### Counting the energies

Two charge states at two structures give four total energies, and three independent differences can be formed from them. Write $E_0$ for neutral SO₃, $E_-$ for the anion, P for the planar structure of the neutral and Y for the pyramidal structure of the anion. The columns vertical electron affinity, adiabatic without zero point and vertical at product structure are then

$$\mathrm{VEA}=E_0(P)-E_-(P),\quad \mathrm{AEA}=E_0(P)-E_-(Y),\quad \mathrm{VDE}=E_0(Y)-E_-(Y).$$

A change of basis that lowers some of the four energies more than others moves the three columns in a pattern that tells which energies gained. Every row uses the same two structures, with S–O lengthening from 1.443 to 1.503 Å on attachment.

Electron attachment to gas-phase SO₃ (neutral singlet to doublet anion), calculated with PySCF 2.14.0 as differences of non-relativistic DFT total energies at the levels listed. Neutral and anion structures were each optimised with PBE0-D3(BJ)/ma-def2-SVP. Positive values in the three energy-difference columns mean that the electron is bound.

```tsv
level	integration grid level	vertical electron affinity (eV)	adiabatic without zero point (eV)	vertical at product structure (eV)	parent lumo energy (eV)
PBE0-D3(BJ)/6-31G(d)	2	-0.220	1.900	3.160	-2.600
PBE0-D3(BJ)/def2-SV(P)	2	-0.150	1.840	3.150	-2.700
M06-L/ma-def2-TZVP	3	0.170	1.740	3.230	-3.240
PBE0-D3(BJ)/6-31+G(d)	2	0.410	2.540	3.790	-2.990
PBE0-D3(BJ)/def2-SVPD	2	0.440	2.560	3.840	-3.020
PBE0-D3(BJ)/6-311++G(2d,2p)	2	0.770	2.310	3.770	-2.870
PBE0-D3(BJ)/ma-def2-TZVP	2	0.790	2.220	3.770	-2.870
PBE0-D3(BJ)/jun-cc-pV(T+d)Z	2	0.790	2.230	3.770	-2.880
LDA/ma-def2-TZVP	2	0.990	2.190	3.560	-4.180
```

### The LUMO as a measure of the affinity

The tempting reading is Koopmans-like: VEA should follow $-\varepsilon$, where $\varepsilon$ is the parent LUMO energy. The quantity $-\varepsilon$ exceeds VEA in every row, by 2.08 to 3.19 eV. A least-squares line through the seven PBE0 rows leaves an rms scatter of 0.29 eV in VEA. Among the PBE0 rows with diffuse functions the direction also fails, since the LUMO rises from double-zeta to triple-zeta while VEA grows.

Theory accounts for the gap. By Janak's theorem the energy for a fraction $\delta$ of an added electron starts with slope $\varepsilon$, and with a curvature $U$ it runs as $\varepsilon\delta+U\delta^2/2$. At $\delta=1$ this gives $\mathrm{VEA}\approx-\varepsilon-U/2$. In a semilocal functional $U$ is largely the repulsion of the added charge with itself, which exact exchange removes in proportion to its share.

This can be tried without a fit at ma-def2-TZVP. The mean gap of LDA and M06-L serves as $U/2$, and PBE0, with a quarter of exact exchange, keeps three quarters of it:

$$\mathrm{VEA}\approx 2.87-0.75\times3.13=2.87-2.35=0.52\ \mathrm{eV}.$$

The table has 0.79 eV, so the estimate is 0.27 eV low. An error on this side is expected. With full exact exchange the relaxation of the other orbitals should make the curvature negative instead of zero, so PBE0 keeps less than three quarters of the gap. That the hybrid has the smaller gap is built into the estimate; only the size is tested, and it comes out roughly right. The affinity is a small difference of two large terms, and $\varepsilon$ is only one of them.

### Diffuse functions alone

The second explanation holds that the basis matters only through diffuse functions. An extra electron screens the nuclei and swells the valence shell, which tight functions describe badly. If the anion gains an energy $d$ at both structures, all three columns rise by $d$. From 6-31G(d) to 6-31+G(d) they rise by 0.63, 0.64 and 0.63 eV, as this pattern demands. From def2-SV(P) to def2-SVPD the rises are less even, 0.59, 0.72 and 0.69 eV, so the pattern holds there only roughly. The two negative values of VEA come from bases without diffuse functions and are artefacts of that lack.

The same explanation requires all PBE0 rows with diffuse functions to agree, and they do not. Between the mean of the two double-zeta rows and the mean of the three triple-zeta rows, VEA rises by 0.36 eV, AEA falls by 0.30 eV and VDE moves by only −0.04 eV. A common gain of the anion moves the columns together, so a second effect is present, and it depends on the structure.

### A gain of the planar structure

Suppose the larger basis lowers the planar structure relative to the pyramidal one by $g$, equally for both charges. Then $g$ cancels in VEA and VDE and lowers AEA alone. A likely cause is that short, polar S–O bonds at high-valent sulfur need flexible d polarisation functions. These rows do not isolate that cause, because the valence basis changes together with the d set. The structures also come from a double-zeta basis, so $g$ includes any mismatch with the minima of the larger bases.

This accounts for AEA and VDE and leaves the rise of VEA. A further gain $p$ of the planar anion alone is needed, and the effects add:

$$\Delta\mathrm{VEA}=d+p,\quad \Delta\mathrm{AEA}=d-g,\quad \Delta\mathrm{VDE}=d.$$

Here $d$ applies to bases with diffuse functions, and $g$ and $p$ to triple-zeta bases. A least-squares fit to the 21 PBE0 values, with one constant per column, gives $d=0.64$, $g=0.28$ and $p=0.34$ eV.

The rms residual is 0.13 eV with $d$ alone, 0.10 eV with $d$ and $g$, and 0.03 eV with all three. The worst remaining miss is AEA at 6-311++G(2d,2p), 0.06 eV above the fit. With three groups of bases the fit sorts the shifts by pattern and proves no cause.

The same calculations supply a control. The vertical ionisation energy changes by −0.01 eV from 6-31+G(d) to jun-cc-pV(T+d)Z, so neutral and cation gain alike at the planar structure. That agrees with a $g$ blind to charge, though it tests only the planar structure, and it suggests that $p$ belongs to the added electron. The origin of $p$ is untested. One guess is that the electron, bound much more weakly at P than at Y, needs more radial freedom in the valence shell there. A greater need for diffuse functions at P is not seen, since adding them raises VEA no more than AEA. Another guess is that the single SCF solution of the planar anion occupies a different orbital in the larger bases. Then $p$ would be a step between two electronic states and not a gain from the basis. The gap between $-\varepsilon$ and VEA gives some reason for suspicion: it falls from 2.58 eV in the double-zeta bases with diffuse functions to about 2.1 eV in the triple-zeta ones, a large change for one and the same valence orbital. Comparing the singly occupied orbital of the planar anion across the bases would test this.

### Where the effects cancel

In AEA the terms $d$ and $g$ oppose each other. The mean without diffuse functions lies only 0.38 eV below the triple-zeta mean, the sum of −0.68 eV for the diffuse step and +0.30 eV for the zeta step. In VEA the two steps add, which is why this column spreads more widely over the PBE0 bases than AEA does.

### The other functionals

LDA and M06-L stayed out of the fit, but their offsets can be read in the same three columns. Against PBE0 in the same basis, M06-L lies lower by 0.62, 0.48 and 0.54 eV in VEA, AEA and VDE, close to a common shift against the anion at both structures. Its integration grid is also finer, which is unlikely to matter at this size. LDA instead binds the electron more strongly at P and more weakly at Y: it lies 0.20 eV above PBE0 in VEA and 0.21 eV below in VDE, while AEA is nearly unchanged, 0.03 eV lower. These are differences between non-relativistic levels at borrowed structures, and they do not decide which functional is nearer to nature.
